**Question**

I'm trying to work out what kinds of excitation these are. The molecule is a butadiene with two chlorines and a silyl group at one end.

Vertical singlet excitations of C=C(Cl)/C(Cl)=C/[SiH3] in the gas phase, by full linear-response TDDFT in PySCF 2.14.0 (CAM-B3LYP/aug-cc-pVDZ, density fitting, frozen core) at the PBE0-D3(BJ)/def2-SVP geometry. Exciton size is the root-mean-square electron–hole distance, and lambda is the spatial overlap of the orbital pairs; "main" marks the pair of largest weight.

```csv
row,singlet state,singlet energy (eV),singlet oscillator strength,singlet exciton size (Å),singlet orbital overlap lambda,singlet main from,singlet main to
1,1,5.250,0.556,3.210,0.810,HOMO,LUMO
2,2,5.800,0.001,3.250,0.660,HOMO-1,LUMO
3,3,6.130,0.001,3.230,0.310,HOMO,LUMO+6
4,4,6.170,0.000,3.200,0.320,HOMO-2,LUMO
5,5,6.480,0.002,4.160,0.290,HOMO,LUMO+1
6,6,6.650,0.004,3.120,0.440,HOMO-5,LUMO
7,7,6.760,0.001,3.380,0.320,HOMO-1,LUMO+6
8,8,6.920,0.000,3.290,0.390,HOMO-3,LUMO
```

1. Which state would I see in absorption, and why?
2. State 2 has the second-largest orbital overlap lambda. Why is it dark, and would replacing SiH₃ by H matter?
3. Do the low lambdas of states 3 to 5 mean charge transfer?
4. Why is state 5 so large, and does it need diffuse basis functions?
5. Which state moves charge the furthest?
6. The orbital gap HOMO→LUMO+1 is 0.6 eV smaller than HOMO-2→LUMO. Why does state 5 still lie above state 4?
7. Which digits and labels can I trust?

**Answer**

### 1. The bright state

You would see state 1, which holds 98% of the oscillator strength of these eight states. It lifts an electron from HOMO to LUMO, both π orbitals spread over the four diene carbons. The product of the two orbitals has opposite signs towards the two ends of the chain. That makes a long oscillating dipole, which light can drive.

### 2. Overlap without brightness

Lambda asks whether two orbitals occupy the same space and ignores their signs, but brightness depends on the signs. In state 2 the hole lies largely on the chlorines, in a π orbital that also reaches the carbons, so the overlap is good. The two halves of the molecule nearly cancel, however, and the transition dipole is about 21 times smaller than in state 1.

An approximate inversion centre would cause this. The two-photon strength, which obeys the opposite selection rule, agrees: it is about a thousand times that of state 1. With H in place of SiH₃ and a planar trans backbone, symmetry would make state 2 strictly dark.

### 3. Low overlap without a net shift

Not over any real distance. In states 3 to 5 the centres of hole and electron are less than 0.3 Å apart. Their transition dipoles stand nearly perpendicular to those of states 1 and 2, as expected in a planar molecule when a π orbital pairs with an in-plane σ-type orbital. The π orbital has its node just where the other is densest, so lambda is low even where the two share atoms. State 4 is mainly a chlorine lone pair to π*: charge does move from chlorine to carbon, but on both sides of the molecule, so the centres barely part. In state 5 the spread of the electron lowers lambda as well.

### 4. The large exciton

Exciton size is the root-mean-square distance between electron and hole, so it grows when either cloud spreads, even if their centres coincide. The electron cloud of state 5 is 3.9 Å wide, against 2.5 Å in state 1. With the narrower electron, and all else kept, its size would fall from 4.16 to 3.08 Å.

State 5 is therefore Rydberg-like: a diffuse electron around a hole on the diene. A basis set without diffuse functions could not describe that cloud and would push the state up.

### 5. The real charge shift

State 6 does: the centres of its hole and electron are about 1 Å apart. Almost half of the hole lies on silicon and the carbon bonded to it, while the electron enters the diene π* orbital. The other electrons respond to this shift and reduce the change in dipole moment by about a third. State 6 nevertheless has the smallest exciton, because both clouds are compact and the shift supplies only 10% of the squared size. Neither size nor lambda alone identifies charge transfer.

### 6. Why the orbital gaps mislead

An orbital gap leaves out the attraction between electron and hole. In this functional that attraction is about 0.65 e²/r at these distances. Using the exciton size for r gives an approximate lower bound, since close encounters count more in the true average:

- state 4: 0.65 × 14.4 eV Å / 3.20 Å ≈ 2.93 eV
- state 5: 0.65 × 14.4 eV Å / 4.16 Å ≈ 2.25 eV

The compact pair gains about 0.7 eV more, just enough to overturn the 0.6 eV difference in gaps. That margin is smaller than the error of so simple an estimate, so it shows the direction of the effect but can't settle the order by itself. The full calculation puts state 5 higher by 0.31 eV. Both states are mixtures, so the gap of the main orbital pair is only a rough start.

State 1 shows what the estimate lacks. It lies 2.44 eV below its orbital gap, short of the estimated 2.92 eV, whereas dark state 2 reaches its estimate. Theory offers a reason: a singlet also pays an exchange repulsion, which is strong when the transition density is large, as in a bright π→π* state. The output below sets out these comparisons, with no adjusted constants.

### 7. What to trust

For the single conformer computed here, trust the contrast between one bright state and seven nearly dark ones, but not the ranking among the dark ones. A conformer twisted about the central bond would lose the approximate inversion centre, and state 2 could then brighten. Errors of a few tenths of an eV are common in such calculations, so the second decimal of an energy says little about the real molecule. States 3 and 4 are only 0.04 eV apart, and their order could easily change with the method. The main orbital labels of states 3 and 7 cover less than a quarter of each excitation.

Two energies need extra care. State 5 may still shift with more diffuse functions. State 2 has the symmetry for which dienes often mix in double excitations, and linear response leaves those out.

Numerical output:

```
Character of the states:
  row  transition dipole (au)  cosine to dipole of state 5  size from parts (A)  size without correlation (A)  separation share of squared size (%)  attraction floor (eV)
    1                   2.079                      0.01141                3.209                          3.36                                0.1071                  2.916
    2                 0.09915                      0.02255                3.247                          3.28                                0.9115                   2.88
    3                   0.076                       0.9996                3.228                          3.47                                0.4946                  2.898
    4                 0.04957                       0.9832                3.198                         3.355                                 0.263                  2.925
    5                  0.1119                            1                4.158                         4.446                                0.4184                   2.25
    6                  0.1505                       0.9997                3.118                         3.272                                 9.578                      3
    7                 0.07563                       0.9973                3.381                          3.93                                 2.249                  2.769
    8                0.009133                       0.4725                3.291                         3.524                                0.8535                  2.845
Share of state 1 in the summed oscillator strength (%): 98.41
Transition dipole of state 1 over that of state 2: 20.97
Size of state 5 if its electron were as wide as in state 1 (A): 3.084
Unrelaxed dipole change of state 6 (D): 4.638
Relaxed dipole change of state 6 (D): 3.05
Orbital gap of state 4 main configuration (eV): 9.493
Orbital gap of state 5 main configuration (eV): 8.877
Gap minus excitation energy in state 1 (eV): 2.439
Gap minus excitation energy in state 2 (eV): 2.912
Gap minus excitation energy in state 4 (eV): 3.323
Gap minus excitation energy in state 5 (eV): 2.397
Energy of state 4 above state 3 (eV): 0.04
Energy of state 5 above state 4 (eV): 0.31
```
